## Appendix: Angular-overlap estimate of the $e_g$-mode coupling constants of an octahedral complex

### A.1 Premises and conventions

The complex is ML$_6$, with the metal at the origin and two ligands on each Cartesian axis at distance $R$. Energies are in cm$^{-1}$ and lengths in Å. The premises are these.

1. The open-shell states are built from five orthonormal orbitals of pure $d$ angular form with one radial function. The electron repulsion then commutes with the total orbital angular momentum $\mathbf L$.
2. The ligand field is a one-electron operator that is a sum over ligands, each term being diagonal in the local $\sigma,\pi,\delta$ classification about its own bond (the angular overlap model, AOM, of Schäffer and Jørgensen). The $\delta$ term is set to zero and the two $\pi$ terms of a ligand are equal:
$$V=\sum_L\Big[e_\sigma(R_L)\,|\sigma_L\rangle\langle\sigma_L|+e_\pi(R_L)\sum_{k=1,2}|\pi_{Lk}\rangle\langle\pi_{Lk}|\Big].\tag{A1}$$
3. $e_\sigma$ and $e_\pi$ of a ligand depend only on its own bond length $R_L$.
4. All other energy (cores, ligand shells, lattice) is the same function of the nuclear coordinates for every $d^n$ state.
5. Spin–orbit coupling is left out until A.6.

A prime denotes $d/dR$ at the octahedral geometry.

The even stretching coordinates leave the metal at rest and give the two ligands on an axis the same change of bond length, $\delta R_x,\delta R_y,\delta R_z$. They are normalised so that $\sum_L\delta R_L^2=Q_a^2+Q_\theta^2+Q_\epsilon^2$ and are not mass-weighted:
$$Q_a=\frac{2(\delta R_x+\delta R_y+\delta R_z)}{\sqrt6},\quad Q_\theta=\frac{2(2\delta R_z-\delta R_x-\delta R_y)}{\sqrt{12}},\quad Q_\epsilon=\delta R_x-\delta R_y .\tag{A2}$$
The inverse is
$$\delta R_{x,y}=\frac{Q_a}{\sqrt6}-\frac{Q_\theta}{2\sqrt3}\pm\frac{Q_\epsilon}{2},\qquad \delta R_z=\frac{Q_a}{\sqrt6}+\frac{Q_\theta}{\sqrt3}.\tag{A3}$$
Positive $Q_\theta$ is an elongation along $z$. Each coupling constant $F$ is defined as the slope $\partial E/\partial Q_\theta$ of one named component: $z^2$ for the $e_g$ orbitals, and the component transforming as $xy$ for a $T_{2g}$ set.

### A.2 Ligand-field matrix for unequal bond lengths

On the unit sphere the real $d$ functions, scaled so that $z^2$ equals 1 on the $z$ axis, are $f_\theta=\tfrac12(2z^2-x^2-y^2)$, $f_\epsilon=\tfrac{\sqrt3}{2}(x^2-y^2)$, $f_{yz}=\sqrt3\,yz$, $f_{xz}=\sqrt3\,xz$, $f_{xy}=\sqrt3\,xy$. The orbital $\sigma_L$ is a $z^2$ function turned onto the bond direction $\mathbf n_L$, that is $P_2(\mathbf n_L\cdot\hat{\mathbf r})$. The addition theorem $P_2(\mathbf a\cdot\mathbf b)=\sum_i f_i(\mathbf a)f_i(\mathbf b)$ gives its components, $\langle i|\sigma_L\rangle=f_i(\mathbf n_L)$. In the basis $(\theta,\epsilon)$ they are $(1,0)$ for a ligand on $\pm z$, $(-\tfrac12,\tfrac{\sqrt3}{2})$ on $\pm x$ and $(-\tfrac12,-\tfrac{\sqrt3}{2})$ on $\pm y$, and the three $t_{2g}$ functions vanish on all axes. Let $\sigma_x=e_\sigma(R_x)$ and so on. With two ligands per axis,
$$V_{\theta\theta}=2\sigma_z+\tfrac12(\sigma_x+\sigma_y),\quad V_{\epsilon\epsilon}=\tfrac32(\sigma_x+\sigma_y),\quad V_{\theta\epsilon}=-\tfrac{\sqrt3}{2}(\sigma_x-\sigma_y).\tag{A4}$$
For a tetragonal geometry, $\sigma_x=\sigma_y=e_{\rm eq}$ and $\sigma_z=e_{\rm ax}$, so that $E(z^2)=2e_{\rm ax}+e_{\rm eq}$ and $E(x^2-y^2)=3e_{\rm eq}$.

The local $\pi$ orbitals of a ligand on $z$ are $xz$ and $yz$, those of a ligand on $x$ are $xy$ and $xz$, and those of a ligand on $y$ are $xy$ and $yz$. Hence the $t_{2g}$ block is diagonal and is not connected to the $e_g$ block:
$$V_{yz}=2(\pi_y+\pi_z),\qquad V_{xz}=2(\pi_x+\pi_z),\qquad V_{xy}=2(\pi_x+\pi_y),\tag{A5}$$
with $\pi_x=e_\pi(R_x)$ and so on. In the regular octahedron the levels are $3e_\sigma$ and $4e_\pi$, and
$$\Delta(R)\equiv10Dq=3e_\sigma(R)-4e_\pi(R).\tag{A6}$$

### A.3 Orbital constants

Put $\sigma_k=e_\sigma+e_\sigma'\,\delta R_k$ in (A4) and use (A3) with $Q_a=0$. The diagonal slopes are
$$\frac{\partial V_{\theta\theta}}{\partial Q_\theta}=e_\sigma'\Big(\frac{2}{\sqrt3}-\frac{1}{2\sqrt3}\Big)=\frac{\sqrt3}{2}e_\sigma',\qquad \frac{\partial V_{\epsilon\epsilon}}{\partial Q_\theta}=-\frac{3}{2\sqrt3}e_\sigma'=-\frac{\sqrt3}{2}e_\sigma' .$$
$Q_\epsilon$ cancels from $\sigma_x+\sigma_y$ in first order, while $\sigma_x-\sigma_y=e_\sigma'Q_\epsilon$. The linear coupling is therefore
$$\delta V(e_g)=F_E\begin{pmatrix}Q_\theta&-Q_\epsilon\\-Q_\epsilon&-Q_\theta\end{pmatrix},\qquad F_E=\frac{\sqrt3}{2}\,e_\sigma' .\tag{A7}$$
Its eigenvalues $\pm|F_E|(Q_\theta^2+Q_\epsilon^2)^{1/2}$ form the cone of the $E\otimes e$ problem. The energy of premise 4 is common to both components and totally symmetric, so it contains no term linear in $Q_\theta$ or $Q_\epsilon$ and cannot alter $F_E$. Since $e_\sigma'<0$, an electron in $z^2$ is stabilised by elongation.

If $e_\pi=0$ and $\Delta\propto R^{-n}$, then $e_\sigma=\Delta/3$, $e_\sigma'=-n\Delta/3R$, and
$$|F_E|=\frac{n\Delta}{2\sqrt3\,R}\qquad(\sigma\text{ only}).\tag{A8}$$
If instead $e_\pi=r\,e_\sigma$ with constant $r$, (A6) gives $e_\sigma=\Delta/(3-4r)$, and (A8) is to be divided by $1-4r/3$. For a $\pi$ donor ($0<r<3/4$) with constant $r$, (A8) lies below the AOM value of $|F_E|$.

The same substitution in (A5) gives $\delta V_{xy}=2e_\pi'(\delta R_x+\delta R_y)=-(2/\sqrt3)e_\pi'Q_\theta$, $\delta V_{yz}=e_\pi'(Q_\theta/\sqrt3-Q_\epsilon)$ and $\delta V_{xz}=e_\pi'(Q_\theta/\sqrt3+Q_\epsilon)$. In the basis $(yz,xz,xy)$,
$$\delta V(t_{2g})=F_t\,D(Q),\quad D=\mathrm{diag}\Big(-\tfrac12Q_\theta+\tfrac{\sqrt3}{2}Q_\epsilon,\;-\tfrac12Q_\theta-\tfrac{\sqrt3}{2}Q_\epsilon,\;Q_\theta\Big),\quad F_t=-\frac{2}{\sqrt3}e_\pi' .\tag{A9}$$
$F_t$ belongs to the $t_{2g}$ orbital, and thus to the $^2T_{2g}$ term of $d^1$. It is not the constant of every term of $T_{2g}$ symmetry.

### A.4 The $^4T_{2g}$ term of $d^3$

For $M_S=3/2$ the ground term $^4A_{2g}(t_{2g}^3)$ is the determinant $|A\rangle=|xy,xz,yz|$ with all spins parallel. It is the only $^4A_{2g}$ of $d^3$ and belongs to $^4F$. With $\hbar=1$ and $l_z=-i(x\partial_y-y\partial_x)$,
$$l_zf_{xy}=-2if_\epsilon,\qquad l_zf_{xz}=if_{yz},\qquad l_zf_{yz}=-if_{xz}.$$
In $L_z|A\rangle$ the last two terms put two parallel electrons in one orbital and vanish, which leaves
$$L_z|A\rangle=-2i\,|x^2-y^2,\,xz,\,yz|\equiv-2i\,|\zeta\rangle.\tag{A10}$$
$\mathbf L$ transforms as $T_{1g}$, and $T_{1g}\times A_{2g}=T_{2g}$, so $|\zeta\rangle$ is a component of $^4T_{2g}$, the only such term in $d^3$. The partners $|\xi\rangle$ ($yz\to y^2-z^2$) and $|\eta\rangle$ ($xz\to z^2-x^2$) follow by cyclic permutation. By premise 1, $L_z$ commutes with the repulsion, so $|\zeta\rangle$ and $|A\rangle$ have the same repulsion energy and the Racah parameters drop out of their difference.

The expectation value of a one-electron operator in a determinant is the sum of its orbital values. From (A4)–(A6),
$$E_\zeta-E_A=V_{\epsilon\epsilon}-V_{xy}=\tfrac12\big[\Delta(R_x)+\Delta(R_y)\big].\tag{A11}$$
The axial bond length does not appear. Off-diagonal elements within $^4T_{2g}$ vanish for stretching coordinates: $|\zeta\rangle$ contains $yz$ where $|\xi\rangle$ contains $xy$, and $V$ connects a $t_{2g}$ orbital only with itself. The ground term has no linear $e_g$ coupling because $\mathrm{tr}\,D=0$. Expanding (A11) and its cyclic partners with (A3) gives, in the basis $(\xi,\eta,\zeta)$,
$$\delta E(^4T_{2g})=F_aQ_a\mathbf 1+F_T\,D(Q),\qquad F_a=\frac{\Delta'}{\sqrt6},\qquad F_T=-\frac{\Delta'}{2\sqrt3}=-F_E-F_t .\tag{A12}$$
The last form expresses the excitation: an electron in $x^2-y^2$ contributes $-F_E$ and the hole in $xy$ contributes $-F_t$. With $\Delta\propto R^{-n}$,
$$F_T=\frac{n\Delta}{2\sqrt3\,R}>0,\qquad F_a=-\frac{n\Delta}{\sqrt6\,R},\qquad \Big|\frac{F_a}{F_T}\Big|=\sqrt2 .\tag{A13}$$
The expression $n\Delta/2\sqrt3R$, which for the $e_g$ orbital requires $e_\pi=0$, holds for $^4T_{2g}$ at any $e_\pi$, provided that $n=-d\ln\Delta/d\ln R$ refers to the full $\Delta$.

### A.5 Static distortion

By premise 4 an excited-state surface is the ground-state surface plus the excitation energy. Take the ground state harmonic, $\tfrac12K_aQ_a^2+\tfrac12K_e(Q_\theta^2+Q_\epsilon^2)$, with its minimum at $R$. The $\zeta$ sheet is
$$E_\zeta=\Delta+\tfrac12K_aQ_a^2+F_aQ_a+\tfrac12K_e(Q_\theta^2+Q_\epsilon^2)+F_TQ_\theta .$$
Setting the gradient to zero gives
$$Q_a^0=-\frac{F_a}{K_a},\quad Q_\theta^0=-\frac{F_T}{K_e},\quad Q_\epsilon^0=0,\qquad E_a=\frac{F_a^2}{2K_a},\quad E_{JT}=\frac{F_T^2}{2K_e}.\tag{A14}$$
$Q_\theta^0$ is negative: the $e_g$ distortion shortens the two axial bonds by $|Q_\theta^0|/\sqrt3$ and lengthens the four equatorial bonds by half as much. The $\xi$ and $\eta$ sheets give the equivalent minima along $x$ and $y$, at distance $\sqrt3|Q^0_\theta|$ from the first. At the $\zeta$ minimum these sheets have $e_g$ energy $E_{JT}+\tfrac12F_T^2/K_e=2E_{JT}$ relative to the octahedral point and so lie $3E_{JT}$ higher. The $\xi$ and $\eta$ sheets cross on the line $Q_\epsilon=0$; their common energy $\tfrac12K_eQ_\theta^2-\tfrac12F_TQ_\theta$ is lowest at $Q_\theta=F_T/2K_e$, where it equals $-E_{JT}/4$, which is $\tfrac34E_{JT}$ above the minima.

If only the six ligands move, the kinetic energy is $\tfrac12m_L\sum\dot Q^2$ by the normalisation of (A2), so $K=m_L\omega^2$. For $m_L$ in u and wavenumber $\tilde\nu$ in cm$^{-1}$, $K=m_L\tilde\nu^2/33.72$ cm$^{-1}$ Å$^{-2}$, the divisor being $\hbar^2/(hc\,\mathrm{u\,Å^2})$ in cm$^{-1}$. The Huang–Rhys factors are $S_e=E_{JT}/\tilde\nu_e$ and $S_a=E_a/\tilde\nu_a$, and (A13) gives $S_a/S_e=2(\tilde\nu_e/\tilde\nu_a)^3$, independent of $n$, $\Delta$ and $R$.

### A.6 Neglected terms and range of validity

**Curvature of $\Delta(R)$.** At $Q_\epsilon=0$, (A11) reads $E_\zeta-E_A=\Delta(R+u)$ with $u=Q_a/\sqrt6-Q_\theta/2\sqrt3$, to all orders. In $D_{4h}$ the $\zeta$ component is the only $^4B_{2g}$ state of $d^3$, so no other $d^3$ quartet mixes with it along this path. The stationarity conditions become $K_aQ_a=-\Delta'(R+u)/\sqrt6$ and $K_eQ_\theta=\Delta'(R+u)/2\sqrt3$, which combine to
$$u=s\,\frac{n\Delta}{R}\Big(1+\frac uR\Big)^{-(n+1)},\qquad s=\frac1{6K_a}+\frac1{12K_e}.\tag{A15}$$
Both displacements are scaled by the same factor $(1+u/R)^{-(n+1)}$. The linear theory needs $s\Delta''\ll1$, with $\Delta''=n(n+1)\Delta/R^2$. Cubic anharmonicity of the ground-state surface enters at the same order in $u/R$ and is not supplied by the AOM.

**Mixing with $^4T_{1g}$.** Along $Q_\epsilon$ the element $-F_EQ_\epsilon$ of (A7) couples $|\zeta\rangle$ to $|z^2,xz,yz|$, a $^4T_{1g}(t_{2g}^2e_g)$ component. Among the five parallel-spin orbitals this determinant has holes in $xy$ and $x^2-y^2$, that is in $m=\pm2$, and its $^4P$ weight is $2\langle22,2\,{-2}|10\rangle^2=4/5$. Its partner $|xy,z^2,x^2-y^2|$ has holes in $m=\pm1$ and weight $1/5$. With $E(^4P)-E(^4F)=15B$ the $^4T_{1g}$ matrix, measured from $^4T_{2g}$, has diagonal elements $12B$ and $\Delta+3B$ and an off-diagonal element of modulus $6B$. Second-order perturbation theory lowers $E_\zeta$ by $F_E^2Q_\epsilon^2/W$, where $1/W$ is the first diagonal element of the inverse matrix, $W=12B\Delta/(\Delta+3B)$. Equation (A11) adds $\tfrac12\Delta''(Q_\epsilon/2)^2$. At the octahedral point the force constant of the $\zeta$ sheet along $Q_\epsilon$ is
$$K_\epsilon=K_e+\tfrac14\Delta''-2F_E^2/W.\tag{A16}$$
This term is even in $Q_\epsilon$ and leaves (A14) unchanged as long as the force constant stays positive.

**Spin–orbit coupling.** Within $^4F$ the coupling is $(\zeta_d/3)\,\mathbf L\cdot\mathbf S$. Let $a=\langle A|L_xL_yL_z|A\rangle$. Hermiticity and the threefold axis give $\langle A|L_yL_xL_z|A\rangle=a^*$, the commutator gives $a-a^*=i\langle L_z^2\rangle=4i$, and time reversal makes $a$ imaginary, so $a=2i$. After division by the two norms of 2 in (A10), $\mathbf L$ acts in $^4T_{2g}$ as an angular momentum $l=1$ multiplied by a factor of modulus $\tfrac12$. For $S=3/2$ the eigenvalues of $\mathbf l\cdot\mathbf S$ run from $-5/2$ to $3/2$, so the first-order spread is $4\zeta_d/6=2\zeta_d/3$. Premise 5 needs this to be small against the gap $3E_{JT}$. $\mathbf L$ is off-diagonal in $(\xi,\eta,\zeta)$, so in the lowest vibronic level it is multiplied by the overlap of two ground oscillator functions a distance $d=\sqrt3|Q_\theta^0|$ apart, $\exp(-m_L\omega_ed^2/4\hbar)=\exp(-3S_e/2)$, the Ham reduction factor. Spin–orbit mixing with spin doublets, in particular $^2E_g$ and $^2T_{1g}$, is outside the treatment and matters when they lie within a few $\zeta_d$ of the relaxed quartet.

**Other limits.** The $t_{2g}$ bending modes change bond angles and couple $\xi,\eta,\zeta$ off-diagonally. The tetragonal points are the minima of the linear problem only if the $t_{2g}$ stabilisation energy is smaller than $E_{JT}$. Mixing of $z^2$ with the metal $4s$ orbital is of second order in $Q_\theta$ and does not touch $|\zeta\rangle$. Premise 3 identifies the slope for one bond with the slope for the breathing of all six, and neglects charge redistribution between ligands. $K=m_L\omega^2$ neglects the motion of the host ions beyond the first shell.

### A.7 Illustration: Cr$^{3+}$ in K$_2$NaScF$_6$

In this cubic elpasolite Cr$^{3+}$ replaces Sc$^{3+}$ on an $O_h$ site with six fluoride neighbours. The inputs are approximate values typical of CrF$_6^{3-}$ in such hosts: $\Delta=15\,600$ cm$^{-1}$, $R=1.90$ Å, $n=4.5$, $\tilde\nu_e=450$ cm$^{-1}$, $\tilde\nu_a=550$ cm$^{-1}$, $m_L=19.00$ u, and for the correction terms $r=0.25$, $B=700$ cm$^{-1}$, $\zeta_d=220$ cm$^{-1}$. Intermediate values are carried unrounded. The slope is $|\Delta'|=3.69\times10^4$ cm$^{-1}$ Å$^{-1}$.

| quantity | $e_g$ ($Q_\theta$, $\zeta$ sheet) | $a_{1g}$ |
|---|---|---|
| $F$ / $10^4$ cm$^{-1}$ Å$^{-1}$ | 1.07 | −1.51 |
| $K$ / $10^5$ cm$^{-1}$ Å$^{-2}$ | 1.14 | 1.70 |
| $Q^0$ / Å | −0.093 | 0.088 |
| stabilisation / $10^2$ cm$^{-1}$ | 5.0 | 6.7 |
| $S$ | 1.1 | 1.2 |
| $\delta R_{\rm ax}$ / Å | −0.054 | 0.036 |
| $\delta R_{\rm eq}$ / Å | 0.027 | 0.036 |

$F_T$ equals 1.32 eV Å$^{-1}$ and $S_a/S_e=1.1$. The two modes together give $\delta R_{\rm ax}=-0.018$ Å and $\delta R_{\rm eq}=0.063$ Å. With $r=0.25$, $e_\sigma=7800$ and $e_\pi=1950$ cm$^{-1}$, so that $F_E=-1.60\times10^4$ and $F_t=0.53\times10^4$ cm$^{-1}$ Å$^{-1}$. The $\sigma$-only formula (A8) is smaller than this $|F_E|$ by a factor 1.5, and $F_t$ alone is half of $F_T$.

The corrections have the following sizes. $\Delta''=1.07\times10^5$ cm$^{-1}$ Å$^{-2}$ and $s\Delta''=0.18$; solving (A15) gives $u=0.054$ Å in place of 0.063 Å, a factor 0.86 on both displacements. In (A16), $W=7.4\times10^3$ cm$^{-1}$, $2F_E^2/W=6.9\times10^4$ and $\Delta''/4=2.7\times10^4$, so $K_\epsilon=7.2\times10^4$ cm$^{-1}$ Å$^{-2}$, a softening of 37 %. At the compressed minimum $z^2$ has risen by $2F_EQ_\theta^0=3.0\times10^3$ cm$^{-1}$ relative to $x^2-y^2$, which weakens the mixing, and the minimum is stable along $Q_\epsilon$. The spin–orbit spread is $1.5\times10^2$ cm$^{-1}$ against $3E_{JT}=1.5\times10^3$ cm$^{-1}$. The Ham factor 0.19 reduces the spread to 28 cm$^{-1}$, beside which second-order terms of order $\zeta_d^2/W=6.5$ cm$^{-1}$ are not negligible; the softening along $Q_\epsilon$ also modifies the overlap, so the factor is a guide to the order of the quenching only. The lowest crossing lies $3.7\times10^2$ cm$^{-1}$ above the minima, less than one $e_g$ quantum, so the wells are shallow and the distortion is static only in the sense that the sheets are uncoupled when spin–orbit and $t_{2g}$ terms are dropped. $E_{JT}$ scales as $n^2$ and runs from $3.9\times10^2$ to $6.2\times10^2$ cm$^{-1}$ for $n$ between 4 and 5. The sign of the distortion and the ratio $|F_a/F_T|=\sqrt2$ do not depend on these inputs, while $E_{JT}$ and $S_e$ are fixed to some tens of per cent.